\section*{Abrupt velocity saturation in a GaN MOS-HEMT: a wrong critical field and its repair}

\subsection*{Model and inputs}
The channel charge per area is $C_{ox}(V_{gt}-V)$, with $V$ the channel potential measured from the source, $V_{gt}=V_{gs}-V_t$, body factor $m=1$, and $C_{ox}$ the total gate-to-2DEG capacitance per area. The two-region law is $v=\mu E$ below a critical field $E_c$ and $v=v_{sat}$ above it. Integrating $I=WC_{ox}(V_{gt}-V)\mu\,dV/dy$ over the gate length $L$, and letting the drain end just reach $E_c$, gives
\begin{equation}
V_{gt}V_{dsat}-\tfrac12V_{dsat}^2=E_cL\,(V_{gt}-V_{dsat}).
\end{equation}
The root below $V_{gt}$ is
\begin{equation}
V_{dsat}=V_{gt}+E_cL-\sqrt{V_{gt}^2+(E_cL)^2},
\label{vd}
\end{equation}
and $I_{dsat}=WC_{ox}v_{sat}(V_{gt}-V_{dsat})$ becomes
\begin{equation}
I_{dsat}=WC_{ox}v_{sat}\left[\sqrt{V_{gt}^2+(E_cL)^2}-E_cL\right].
\label{id}
\end{equation}
The piecewise hyperbolic law, $v=\mu E/(1+E/E_{sat})$ cut off at $v_{sat}$ when $E=E_{sat}=2v_{sat}/\mu$, gives by the same two steps
\begin{equation}
I_{dsat}^{h}=WC_{ox}v_{sat}\frac{V_{gt}^2}{V_{gt}+E_{sat}L}.
\label{ih}
\end{equation}

Assumed inputs, all of them: $L=0.25~\mu$m, $v_{sat}=1.5\times10^7$ cm/s, $\mu=1500$ cm$^2$/V\,s, 5 nm of Al$_2$O$_3$ ($\epsilon_r=9$), 20 nm of AlGaN ($\epsilon_r=10$), and a 2DEG centroid 2 nm inside the GaN. For GaN along $c$ the compiled static value is $\epsilon_r=10.4$ (300 K, Ioffe Institute). The layers add in series: $\sum t/\epsilon_r=0.56+2.00+0.19=2.75$ nm, so $C_{ox}=0.322~\mu$F/cm$^2$ and $K\equiv C_{ox}v_{sat}=0.483$ A/(V\,mm).

\subsection*{The attempt (wrong)}
\textbf{This attempt is wrong, and so are the results of its lines 3 and 4.} It compares the two models at $V_{gt}=1$ V.
\begin{enumerate}
\item Hyperbolic model: $E_{sat}=20$ kV/cm, $E_{sat}L=0.50$ V, and Eq.~\eqref{ih} gives $0.322$ A/mm.
\item Both $E_c$ and $E_{sat}$ are the field at which $v$ reaches $v_{sat}$, so set $E_c=E_{sat}$.
\item Eqs.~\eqref{vd} and \eqref{id} give $V_{dsat}=0.382$ V and $I_{dsat}/W=0.483\times0.618=0.299$ A/mm.
\item Conclusion: the abrupt model differs from the hyperbolic one by $-7\%$.
\end{enumerate}

\subsection*{The symptom}
The sign is impossible. Take any local law with $v(E)\le\min(\mu E,v_{sat})$ and write $I=WKu$, with $u$ in volts. Current continuity fixes $v=v_{sat}u/(V_{gt}-V)$. Then $v\le v_{sat}$ limits the drain potential to $V_d\le V_{gt}-u$, and $v\le\mu E$ gives $1/E\le\mu(V_{gt}-V)/(v_{sat}u)$. Hence
\begin{equation}
L=\int_0^{V_d}\frac{dV}{E}\le\frac{\mu}{v_{sat}u}\,\frac{V_{gt}^2-u^2}{2},
\end{equation}
which rearranges to $u\le\sqrt{V_{gt}^2+V_c^2}-V_c$ with $V_c=v_{sat}L/\mu$. The two-region law meets both conditions with equality, so its current is the ceiling. The hyperbolic law obeys both conditions and cannot lie above it.

The long-channel limit fails too. For $E_cL\gg V_{gt}$ the bracket in Eq.~\eqref{id} tends to $V_{gt}^2/(2E_cL)$. With $E_c=2v_{sat}/\mu$ the current is $\mu C_{ox}WV_{gt}^2/(4L)$, half the square law, whereas Eq.~\eqref{ih} recovers $\mu C_{ox}WV_{gt}^2/(2L)$.

\subsection*{The faulty line}
Line 2. Each field marks where its own curve reaches $v_{sat}$, but the curves differ. The straight line $\mu E$ arrives at $E_c=v_{sat}/\mu$. The hyperbola has the same initial slope, bends over, holds only $\tfrac23v_{sat}$ at that field, and arrives at $E_{sat}=2E_c$. Equation~\eqref{id} contains the mobility only through $E_c$, so inserting 20 kV/cm describes a channel with $\mu=v_{sat}/E_c=750$ cm$^2$/V\,s. The two models share $\mu$ and $v_{sat}$, never the critical field.

\subsection*{The mended calculation}
Here $E_c=v_{sat}/\mu=10$ kV/cm and $E_cL=V_c=0.25$ V. At $V_{gt}=1$ V,
\begin{equation}
u=\sqrt{1+0.25^2}-0.25=0.781~\text{V},\qquad V_{dsat}=V_{gt}-u=0.219~\text{V},
\end{equation}
\begin{equation}
I_{dsat}/W=Ku=0.377~\text{A/mm}.
\end{equation}
The abrupt model now differs from the hyperbolic one by $+17\%$. The ordering holds at every bias: $u=V_{gt}^2/(\sqrt{V_{gt}^2+V_c^2}+V_c)$, and this denominator is smaller than $V_{gt}+2V_c$. The wrong version has denominator $\sqrt{V_{gt}^2+4V_c^2}+2V_c$, always larger than $V_{gt}+2V_c$, so the symptom appears at every bias as well.

\subsection*{Size of the error}
At $V_{gt}=1$ V the slip changes $I_{dsat}$ by $-21\%$ and $V_{dsat}$ by $+74\%$. Model currents in A/mm:

\begin{center}
\begin{tabular}{ccccc}
$V_{gt}$ (V) & wrong & hyperbolic & mended & error of wrong (\%)\\ \hline
0.5 & 0.100 & 0.121 & 0.149 & $-33$\\
1 & 0.299 & 0.322 & 0.377 & $-21$\\
2 & 0.754 & 0.773 & 0.853 & $-12$\\
5 & 2.19 & 2.20 & 2.30 & $-5$
\end{tabular}
\end{center}

The error tends to $-50\%$ for $V_{gt}\ll V_c$ and to $-V_c/V_{gt}$ for $V_{gt}\gg V_c$. At open channel the wrong and hyperbolic currents nearly coincide, so the slip hides there and shows at low overdrive.

\subsection*{Limits of the bound and of the numbers}
The ceiling concerns intrinsic devices with a gradual channel over the whole of $L$. Beyond $V_{dsat}$ a saturated region shortens the ohmic part, and the current can creep towards $WKV_{gt}$. A law that exceeds $v_{sat}$ somewhere is not covered. The steady-state curve of GaN typically peaks above its high-field velocity, so for the bound to hold $v_{sat}$ must stand for the largest velocity reached.

Source resistance rivals the slip. With an assumed $R_sW=0.5~\Omega$\,mm the intrinsic overdrive is $V_{gt}-au$, where $a=KR_sW=0.24$, and Eq.~\eqref{id} becomes
\begin{equation}
(1-a^2)u^2+2(V_c+aV_{gt})u-V_{gt}^2=0 .
\end{equation}
This gives $0.306$ A/mm at 1 V and $1.85$ A/mm at 5 V, a change of $-19\%$ in both cases. A doubled $E_c$ can therefore pass for access resistance in a fit at one bias. The table shows how to separate them, since the slip fades with overdrive and this correction does not.

All currents here are the model's. An overdrive of 5 V corresponds to $n_s=C_{ox}V_{gt}/q=1.0\times10^{13}$ cm$^{-2}$, where quarter-micron AlGaN/GaN devices typically deliver about 1.2 A/mm. The model is high by a factor of roughly 1.9 without $R_s$ and 1.5 with it, as expected of a ceiling that omits the soft knee of the real velocity curve, self-heating and the fall of effective velocity at high sheet density.